An extra electron is negative, so it should settle where a molecule is most positive. In the flat ring studied here, built from one boron, one silicon and three carbon atoms, that place is silicon: the neutral molecule has a charge of about +0.30 e there, against +0.14 e on boron. By this reasoning silicon should take the largest part of an added electron. The calculation gives that role to boron, which takes 2.7 times as much as silicon.

Hirshfeld-condensed Fukui functions of the ring molecule C3H7BSi (SMILES B1C=C[SiH2]C1), computed with PySCF 2.14.0 at the BP86/6-31+G(d) level in the gas phase. The neutral singlet and its doublet cation and anion share one fixed GFN2-xTB geometry. Row numbers are atom numbers.

```tsv
row	fukui minus (e)	computed element	fukui plus (e)
1	0.101	B	0.279
2	0.109	C	0.100
3	0.102	C	0.144
4	0.152	Si	0.104
5	0.100	C	0.031
6	0.092	H	0.071
7	0.054	H	0.045
8	0.052	H	0.064
9	0.086	H	0.043
10	0.051	H	0.043
11	0.048	H	0.038
12	0.052	H	0.038
```

The column "fukui plus" says how much electronic charge each atom gains when one electron is added and the nuclei stay where they are. The column "fukui minus" says how much each atom loses when one electron is removed. Each column adds up to one electron. The neutral molecule has all its electrons paired, while each of the two ions has one unpaired electron. The density is divided by the Hirshfeld scheme, which shares out the charge at every point in space according to how strongly each free atom would contribute there.

The electrostatic idea is tempting because part of the table seems to support it. Among the three carbons, the least negative one, C3, gains most, and the most negative one, C5, gains least, with C2 in between. Someone who looked only at the carbons could conclude that charge attracts charge and stop there.

The comparison with silicon shows why that would be a mistake. C3 is slightly negative in the neutral molecule, yet it gains 0.144 e, while the strongly positive silicon gains 0.104 e. Boron, with less than half of silicon's positive charge, gains 0.279 e. Charge may still play a part among the carbons, but it can't be the rule for the whole molecule.

A positive charge and a vacancy are different things. Silicon is positive because its partners in four σ bonds draw electrons away from it, but those four bonds also use up its valence orbitals. The empty orbitals that remain on it are mostly antibonding and lie high in energy. Boron forms only three σ bonds and keeps an empty p orbital perpendicular to the ring, which can take an electron without breaking any bond.

This p orbital stands next to the C2=C3 double bond and overlaps with its π system. Boron, C2 and C3 therefore form a chain of three p orbitals that holds two electrons, the same count as in the allyl cation. In allyl the lowest empty orbital is large at both ends of the chain and vanishes in the middle. With boron at one end the symmetry between the ends is lost and the middle no longer cancels completely, but the pattern should survive in outline: large shares on boron and C3, a smaller one on C2. This sketch can't say which of the two ends leads, because that depends on the energies of the p orbitals and on how strongly neighbours overlap.

The computed orbital has this pattern. The lowest unoccupied molecular orbital, or LUMO, has 0.34 of its density on boron, 0.27 on C3 and 0.16 on C2. Silicon holds only 0.06. The orbital explanation thus puts boron and C3 first, as the table does, and it also accounts for the small gain of C5, a saturated carbon outside the conjugated chain.

The two explanations can be compared in the same simple form. Suppose that a part w of the added charge follows the LUMO and that the rest spreads evenly over the twelve atoms. If L is an atom's share of the LUMO, its gain is w × L + (1 − w)/12, which is the same as 1/12 + w × (L − 1/12). For the electrostatic idea, the second term is replaced by a constant times the neutral charge of the atom. Both formulas conserve the added electron, and each has one constant, found by least squares on all twelve atoms.

For the LUMO formula the fit gives w = 0.58. Boron's share of 0.337 exceeds the even share of 0.083 by 0.254, and 0.58 times this excess is 0.147. Adding the even share back gives a predicted gain of 0.23 e, against 0.279 e in the table. Boron was part of the fit, so this shows how the formula works and is no independent prediction.

A fairer comparison leaves out each atom in turn and predicts it from the other eleven. The typical miss is then 0.036 e for the LUMO formula and 0.070 e for the charge formula. Simply giving every atom one twelfth of an electron misses by 0.068 e, so the neutral charges add nothing useful. The LUMO does carry information about where the electron goes, though an error of 0.036 e is still a third of silicon's gain.

This success needs a careful reading. The added electron has to enter some orbital, and one resembling the LUMO is the natural candidate, so a likeness between the two is partly built in. What the comparison tests is whether the pattern survives once all the other electrons have adjusted. It survives in outline, but the adjustment is large: used directly, with no even spread mixed in, the LUMO shares miss the computed gains by 0.052 e.

The spin density shows this adjustment at work. In the neutral molecule every electron is paired, so the densities of the two spins are equal. After attachment, an atom's gain in charge is the sum of its changes in both spins, and its net spin is their difference. Subtracting the net spin from the gain leaves twice the change in the spin opposite to that of the added electron, provided that charge and spin are divided among the atoms in the same way. That remainder is purely a response, because the added electron itself has the other spin.

On boron the net spin is 0.41 e, considerably more than the gain in charge. The difference means that about 0.06 e of opposite-spin density has left boron, and about as much has left C3. These are the two atoms on which the added electron is concentrated. Its repulsion pushes the others away, which is screening. Exchange softens that repulsion only for electrons of its own spin, so the opposite spin feels it in full. This response helps to explain why the bare LUMO promises too much charge to both places.

Most of the displaced density turns up on the edge of the molecule. The seven hydrogens hold only 0.13 of the LUMO but together gain 0.34 e. This doesn't make them good sites for binding an electron. Hydrogen atoms cover much of the outside of the molecule, and a scheme that divides space among atoms credits them with the charge that is pushed outward.

Silicon, too, receives part of its gain in this indirect way. Of its 0.104 e, about half appears as net spin and the other half is response. A large, easily polarised atom is a plausible place for displaced charge to collect, although the calculation doesn't isolate that cause. Either way, silicon's gain says little about an empty orbital of its own.

The even spread in the formula is a crude stand-in for this response, and its failures show where. It gives C3 0.19 e, well above the computed 0.144 e, and boron 0.23 e, well below the computed 0.279 e. A single constant trims every atom's excess in the same proportion, whereas the real adjustment takes much more from C3 than from boron. Since the opposite spin left both atoms about equally, the difference lies in the spin of the added electron. Half the sum of gain and net spin gives the change in that spin: 0.34 e on boron, which matches its share of the LUMO, but 0.21 e on C3, well below its share of 0.27. These numbers can't tell whether the added electron leans towards boron or the other electrons of its spin retreat less there. The formula has one more fault. It also places C2 clearly above silicon, whereas the table has them almost level. The constant w is therefore a convenient summary of this one molecule and not a measured degree of screening.

There is also a question of whether the free molecule would keep the electron at all. The computed affinity is positive, about 0.26 eV, but the highest occupied orbital of the anion has a positive energy, and the stability of the anion solution was not checked. Density functionals of this kind often show such a conflict, and a finite basis helps to hold in an electron that might otherwise drift away. The pattern on boron and C3 is a reasonable description of charge held in the valence region, while the affinity itself should be treated as uncertain.

The pattern has a modest use. It suggests boron as the first place where an electron donor, such as a lone pair, would look for an opening, even though silicon carries more positive charge. It says nothing about barriers or rates, which also depend on how the atoms move. For similar molecules it offers only a first guess, which this single example cannot test: look for the empty p orbital, then follow the conjugation to the far end of the double bond.

It is natural to turn the argument round and ask where an electron is taken from. The highest occupied orbital, or HOMO, has its largest share, 0.35, on C5, so C5 should lose most. In the table it loses 0.100 e, practically the same as boron, C2 and C3. The orbital rule that served for attachment seems to fail completely for removal.

Before this is given a chemical meaning, two hydrogens deserve a look. Atoms 9 and 10 sit on silicon, one above and one below the ring, and are mirror images of each other. They gain the same charge on attachment, but on removal one loses 0.086 e and the other 0.051 e. The nuclei are the same in both cases, so the geometry alone can't explain the contrast, though the listed positions of the two hydrogens differ in the last digit and so small a flaw can tip a cation whose two lowest states lie close together. At an exactly symmetric geometry a proper non-degenerate state of the cation would treat the two alike, so the difference is best read as an artefact of the solution that was found.

The spin density of the cation hints at how it arises. C2 carries 0.18 e of the spin, although its share of the HOMO is only 0.02. This fits a hole that mixes the HOMO, which lies in the σ bonds of the ring, with the π orbital of the double bond. The first keeps its sign on reflection in the ring plane and the second changes it, so their mixture is lopsided. Such mixing is expected only if the two levels lie close in energy. Functionals like the one used here tend to spread holes too widely and may favour such a mixture, but no other functional was tried.

The removal column therefore supports very little ranking. Boron, C2, C3 and C5 lie within 0.009 e of one another, far less than the false difference of 0.035 e between the two hydrogens. Silicon stands 0.043 e above the next atom, which is hardly more than that difference. It would be unwise to call silicon the electron-giving site on this evidence.

What remains open is which electron this molecule gives up first: one from the σ bonds around C5 and silicon, or one from the double bond. Two cation calculations at an exactly symmetric geometry that keep the mirror symmetry, one with the hole in each kind of orbital, would allow their energies to be compared. Until then, the table tells where an added electron goes, but not where a removed one comes from.
